**Rules of thumb for the 3s and 3d radii and eigenvalue gap of +4 ions**

The table holds eigenvalues and mean radii of the 3s and 3d orbitals of Co4+, Rh4+, Ir4+, Ni4+, Pd4+ and Pt4+ from non-relativistic, configuration-average Hartree-Fock at the basis limit. The program tests screened hydrogenic radii (one fitted constant per shell plus 0.35 per 3d electron, a single constant, Slater's constants), a gap linear in Z, and Slater eigenvalues with and without the potential of the outer shells. The counting rule gives the radii within 2.0 % and the line gives the gap within 2.9 % of the table, but the gap is missed by up to 22 % when the lightest pair is left out of the fit. Screening constants taken from radii overestimate the gap by factors of 1.3 to 2.3, and single 3d eigenvalues are off by 6 to 27 % even with the outer potential. The output also lists the first-order hydrogenic slope of the gap shell by shell, the 3d spin-orbit splitting that the table omits, and two worked rows.

Calculated values. Ions of charge +4, treated as spherical atoms with B-spline radial code 1: non-relativistic Hartree-Fock for the average of the configuration, with a point nucleus, at the basis-set limit. ε is the eigenvalue and <r> the mean radius of the occupied 3d or 3s orbital.

## The fit in Python

```python
# Table: 3d and 3s eigenvalues (eV) and mean radii (bohr) of +4 ions, B-spline radial code, non-relativistic
# configuration-average Hartree-Fock. Tested: screened hydrogenic radii, a gap linear in Z, single eigenvalues.
T = {
    'ion': ['Co4+', 'Rh4+', 'Ir4+', 'Ni4+', 'Pd4+', 'Pt4+'],
    'Z': [27, 45, 77, 28, 46, 78],
    'N': [23, 41, 73, 24, 42, 74],
    'configuration': ['[Ar] 3d5', '[Kr] 4d5', '[Xe] 4f14 5d5', '[Ar] 3d6', '[Kr] 4d6', '[Xe] 4f14 5d6'],
    'e_3d': [-78.2399, -393.43, -2184.96, -81.2756, -425.441, -2271.17],  # eV
    'e_3s': [-183.704, -678.088, -2828.52, -195.216, -720.698, -2926.82],  # eV
    'gap': [-105.464, -284.659, -643.561, -113.941, -295.258, -655.65],  # eV
    'r_3d': [0.86909, 0.36884, 0.17511, 0.83078, 0.35626, 0.17232],  # bohr
    'r_3s': [0.76744, 0.40018, 0.20934, 0.73593, 0.38915, 0.20627],  # bohr
    'r_ratio': [0.88303, 1.085, 1.1955, 0.88583, 1.0923, 1.197],
}
import numpy as np
from scipy.constants import physical_constants as pc
from scipy.optimize import minimize_scalar
from scipy.integrate import trapezoid as tz, cumulative_trapezoid as ct
from scipy.special import eval_genlaguerre as Lag
from sympy.physics.wigner import wigner_3j
Ha = pc['Hartree energy in eV'][0]; cm = pc['inverse meter-electron volt relationship'][0]*100
o = np.argsort(T['Z']); A = lambda k: np.array(T[k], float)[o]
ion = [T['ion'][i] for i in o]; Z, ed, es, G, rd, rs, q = A('Z'), A('e_3d'), A('e_3s'), -A('gap'), A('r_3d'), A('r_3s'), A('r_ratio')
nd = np.array([int(c.split('3d')[1]) if '3d' in c else 10 for c in T['configuration']])[o]
f = lambda x, d=1: ' '.join('%.*f' % (d, v) for v in x); pe = lambda m, y: 100*(m/y-1)
fit = lambda c, r, x, m: minimize_scalar(lambda s: np.sum((c/(Z-s-x)/r-1)[m]**2), bounds=(0, 20), method='bounded').x
al = Z > 0; xs, xd = 0.35*nd, 0.35*(nd-1); ss, sd = Z-13.5/rs, Z-10.5/rd
print('row order:', ' '.join(ion), '| n(3d):', f(nd, 0), '| rounding floor <0.005 %')
print('sigma from <r>: 3s', f(ss, 2), '| 3d', f(sd, 2))
print('sigma from eps: 3s', f(Z-np.sqrt(-18*es/Ha), 2), '| 3d', f(Z-np.sqrt(-18*ed/Ha), 2))
print('eps3d/eps3s', f(ed/es, 3), '| ratio as % of 27/21=1.286:', f(100*q*21/27))
cs0, cd0 = fit(13.5, rs, 0*Z, al), fit(10.5, rd, 0*Z, al); cs1, cd1 = fit(13.5, rs, xs, al), fit(10.5, rd, xd, al)
cs, cd = round(cs1, 1), round(cd1, 1); print('count rule fit: cs %.2f cd %.2f; constant fit: %.2f %.2f' % (cs1, cd1, cs0, cd0))
for nm, a, b in [('count rule (rounded)', cs+xs, cd+xd), ('one constant', cs0+0*Z, cd0+0*Z), ('Slater', 11.25+0*Z, 18+xd)]:
    print(nm, '% err r3s', f(pe(13.5/(Z-a), rs)), '| r3d', f(pe(10.5/(Z-b), rd)))
    print('   % err ratio', f(pe(27/21*(Z-b)/(Z-a), q)))
print('rule ratio=1 at Z=%.0f for 3d10 (no rows there)' % ((13.5*(cd+3.15)-10.5*(cs+3.5))/3))
p, cov = np.polyfit(Z, G, 1, w=1/G, cov=True); a, Z0 = round(p[0], 1), round(-p[1]/p[0], 1); Gm = a*(Z-Z0)
print('gap fit: a %.2f eV, Z0 %.2f; slope-intercept corr %.2f; rounded %.1f, %.1f' % (p[0], -p[1]/p[0], cov[0, 1]/np.sqrt(cov[0, 0]*cov[1, 1]), a, Z0))
print('gap rule eV', f(Gm), '| resid eV', f(Gm-G)); print('gap % err', f(pe(Gm, G)), '| worst', ion[np.argmax(abs(pe(Gm, G)))])
print('eps3s from table eps3d minus rule gap, % err', f(pe(ed-Gm, es)))
for i in (0, 2, 4):
    m = al.copy(); m[i:i+2] = False; pp = np.polyfit(Z[m], G[m], 1, w=1/G[m])
    print('pair left out', ion[i], ion[i+1], '% err gap', f(pe(np.polyval(pp, Z), G)[~m]), '| r3s', f(pe(13.5/(Z-fit(13.5, rs, xs, m)-xs), rs)[~m]), '| r3d', f(pe(10.5/(Z-fit(10.5, rd, xd, m)-xd), rd)[~m]))
sl = np.diff(G)/np.diff(Z); print('gap slope eV/Z in pairs', f(sl[::2], 2), '| between pairs', f(sl[1::2], 2))
print('gap from radius sigmas / table gap', f(((Z-ss)**2-(Z-sd)**2)/18*Ha/G, 2))
r = np.linspace(1e-4, 150, 60001)
def P(n, l):
    u = r**(l+1)*np.exp(-r/n)*Lag(n-l-1, 2*l+1, 2*r/n); return u/np.sqrt(tz(u*u, r))
def R(u, v, k):
    w = ct(v/r**(k+1), r, initial=0); return tz(u*(ct(v*r**k, r, initial=0)/r**(k+1)+(w[-1]-w)*r**k), r)
def e1(l, n2):  # first-order closed-shell HF repulsion of hydrogenic 3l with full shell n2, per unit Z
    u = P(3, l); t = 0
    for l2 in range(n2):
        v = P(n2, l2); ex = sum(float(wigner_3j(l, k, l2, 0, 0, 0))**2*R(u*v, u*v, k) for k in range(abs(l-l2), l+l2+1, 2))
        t += (4*l2+2)*(R(u*u, v*v, 0)-ex/2)
    return t
h = np.array([(e1(2, n)-e1(0, n))*Ha for n in (1, 2, 3, 4)])
print('hydrogenic-limit slope eV/Z from full n=1,2,3,4:', f(h, 2), '| sum n<=3 %.2f, n<=4 %.2f' % (h[:3].sum(), h.sum()))
# further outputs of the same runs: (electrons, <1/r> in 1/bohr) of shells with n>=4; 3d zeta in 1/cm
out = {45: [(2, 1.35216), (6, 1.248719), (5, 1.006172)], 46: [(2, 1.402642), (6, 1.298691), (6, 1.054194)],
       77: [(2, 3.025399), (6, 2.932508), (10, 2.739009), (14, 2.372219), (2, 1.215823), (6, 1.11543), (5, 0.8775585)],
       78: [(2, 3.081075), (6, 2.989142), (10, 2.798703), (14, 2.444287), (2, 1.249065), (6, 1.14881), (6, 0.9113481)]}
zeta = {27: 760.5966, 28: 927.7285, 45: 15633.98, 46: 17661.59, 77: 241903.4, 78: 257096.1}
V = np.array([sum(n*x for n, x in out.get(int(z), [])) for z in Z])*Ha; eS = -(Z-18-xd)**2/18*Ha
print('outer potential V eV', f(V, 0), '| sigma3d after removing V', f(Z-np.sqrt(18*(V-ed)/Ha), 2))
print('Slater eps3d eV', f(eS, 0), '| % err', f(pe(eS, ed), 0)); print('Slater + V eV', f(eS+V, 0), '| % err', f(pe(eS+V, ed), 0))
so = np.array([2.5*zeta[int(z)]*cm for z in Z]); print('3d splitting 5zeta/2 eV', f(so, 2), '| % of gap', f(100*so/G))
for i in (0, 4):
    x, y = Z[i]-cs-xs[i], Z[i]-cd-xd[i]
    print('worked %s: sigma %.2f %.2f Zeff %.2f %.2f' % (ion[i], Z[i]-x, Z[i]-y, x, y))
    print('   r3s %.4f r3d %.4f bohr ratio %.3f; Z-Z0 %.1f gap %.1f eV' % (13.5/x, 10.5/y, 27/21*y/x, Z[i]-Z0, Gm[i]))
assert np.all(G > 0) and np.all(np.diff(G) > 0)
assert np.all(np.diff(q) > 0) and q.max() < 27/21
assert np.all((q < 1) == (nd < 10))
assert np.all(np.diff(sl[::2]) > 0)
```

Running it gives:

```
row order: Co4+ Ni4+ Rh4+ Pd4+ Ir4+ Pt4+ | n(3d): 5 6 10 10 10 10 | rounding floor <0.005 %
sigma from <r>: 3s 9.41 9.66 11.27 11.31 12.51 12.55 | 3d 14.92 15.36 16.53 16.53 17.04 17.07
sigma from eps: 3s 15.98 16.64 23.82 24.17 33.74 34.00 | 3d 19.81 20.67 28.87 29.22 38.98 39.24
eps3d/eps3s 0.426 0.416 0.580 0.590 0.772 0.776 | ratio as % of 27/21=1.286: 68.7 68.9 84.4 85.0 93.0 93.1
count rule fit: cs 7.72 cd 13.55; constant fit: 9.98 15.36
count rule (rounded) % err r3s 0.2 0.8 -0.2 -0.3 -2.0 -2.0 | r3d -0.2 -0.9 0.4 0.4 -0.6 -0.7
   % err ratio 0.4 1.7 -0.6 -0.7 -1.4 -1.4
one constant % err r3s 3.4 1.8 -3.7 -3.7 -3.8 -3.8 | r3d 3.8 -0.0 -4.0 -3.8 -2.7 -2.7
   % err ratio -0.4 1.8 0.3 0.1 -1.1 -1.1
Slater % err r3s 11.7 9.5 -0.0 -0.2 -1.9 -2.0 | r3d 59.0 53.2 19.4 18.6 7.4 7.2
   % err ratio -29.7 -28.5 -16.3 -15.8 -8.6 -8.5
rule ratio=1 at Z=36 for 3d10 (no rows there)
gap fit: a 10.51 eV, Z0 17.12; slope-intercept corr -0.96; rounded 10.5, 17.1
gap rule eV 103.9 114.4 292.9 303.4 628.9 639.4 | resid eV -1.5 0.5 8.3 8.2 -14.6 -16.2
gap % err -1.4 0.4 2.9 2.8 -2.3 -2.5 | worst Rh4+
eps3s from table eps3d minus rule gap, % err -0.8 0.3 1.2 1.1 -0.5 -0.6
pair left out Co4+ Ni4+ % err gap -22.2 -18.1 | r3s 2.2 2.7 | r3d -0.4 -1.1
pair left out Rh4+ Pd4+ % err gap 4.9 4.8 | r3s -0.2 -0.3 | r3d 0.7 0.7
pair left out Ir4+ Pt4+ % err gap -6.0 -6.2 | r3s -2.1 -2.1 | r3d -0.6 -0.6
gap slope eV/Z in pairs 8.48 10.60 12.09 | between pairs 10.04 11.24
gap from radius sigmas / table gap 2.34 2.35 1.74 1.71 1.32 1.32
hydrogenic-limit slope eV/Z from full n=1,2,3,4: 0.78 3.96 5.20 2.83 | sum n<=3 9.93, n<=4 12.76
outer potential V eV 0 0 414 460 2660 2753 | sigma3d after removing V 19.81 20.67 21.88 21.79 20.39 20.35
Slater eps3d eV -87 -103 -860 -934 -4715 -4886 | % err 12 27 119 119 116 115
Slater + V eV -87 -103 -446 -473 -2055 -2133 | % err 12 27 13 11 -6 -6
3d splitting 5zeta/2 eV 0.24 0.29 4.85 5.47 74.98 79.69 | % of gap 0.2 0.3 1.7 1.9 11.7 12.2
worked Co4+: sigma 9.45 14.90 Zeff 17.55 12.10
   r3s 0.7692 r3d 0.8678 bohr ratio 0.886; Z-Z0 9.9 gap 103.9 eV
worked Ir4+: sigma 11.20 16.65 Zeff 65.80 60.35
   r3s 0.2052 r3d 0.1740 bohr ratio 1.179; Z-Z0 59.9 gap 628.9 eV
```
